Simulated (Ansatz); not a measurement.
Pb: pressure against volume scale

All results are calculated (Ansatz 0.2.0). Periodic Kohn-Sham DFT of a crystal at fixed atoms, scaled to volume_scale times the given cell; pressure positive in compression, energy less spherical unpolarised free atoms, largest_vzz the field gradient of largest size among the nuclei.

The cell before it is scaled or strained (space group Fd-3m, No. 227):
```
cell vectors (Å)
   0.0000     3.4390     3.4390
   3.4390     0.0000     3.4390
   3.4390     3.4390     0.0000
atoms (fractions of the cell vectors)
Pb  0.00000  0.00000  0.00000
Pb  0.25000  0.25000  0.25000
```

Settings of every row: method frozen-core PAW; functional LDA; relativity scalar; k mesh 8x8x8; filling fermi-dirac; smearing width 0.05 eV; wave cutoff 420 eV; paw set soft_2.

Atom start moment: 0 on all atoms.

Limits: PAW files made with PBE; no spin-orbit coupling on heavy atoms; the cell comes from a prototype or a list of computed structures and needn't be the stable phase.

```csv
row,volume scale,V (Å³/atom),pressure (GPa)
1,0.94,38.232,1.437
2,0.95,38.638,1.017
3,0.96,39.045,0.621
4,0.98,39.859,-0.102
5,0.99,40.265,?
6,1,40.672,-0.745
7,1.01,41.079,-1.038
8,1.02,41.486,-1.315
9,1.04,42.299,-1.821
10,1.05,42.706,-2.052
11,1.06,43.112,-2.27
```

Question: what pressure should row 5 give?

Worked fit of pressure. Take u = (V_r/V)^(2/3) − 1 with V_r = 40.876 Å³ an atom, which is twice the finite (Eulerian) strain; such expansions in the strain, on which the Birch-Murnaghan equation of state is built, carry the rest volume and the bulk modulus. The shown rows have u = 0.04559, 0.03825, 0.03102, 0.01694, 0.00334, -0.0033, -0.00983, -0.02256, -0.02878, -0.03488. Least squares give pressure = −0.8938 + 44.23 × u + 143.16 × u² + 175 × u³ GPa; a parabola predicts inner rows, each left out in turn, worse (root mean square 0.0022 against 0.00053 GPa). The rows lie off it by 0.000, 0.000, 0.000, 0.001, -0.001, 0.000, 0.000, 0.000, 0.000, 0.000. The pressure vanishes at u = 0.0190, or V = 39.74 Å³ an atom, and there the bulk modulus at fixed shape and fractions is B = −V dP/dV = (2/3)(1 + u) dP/du = 33.9 GPa. The withheld row has u = 0.01009, so the fit gives −0.8938 + 44.23 × (0.01009) + 143.16 × (0.01009)² + 175 × (0.01009)³ = -0.433 GPa.

The calculation gave -0.433 GPa. The fit meets it to the printed digit.
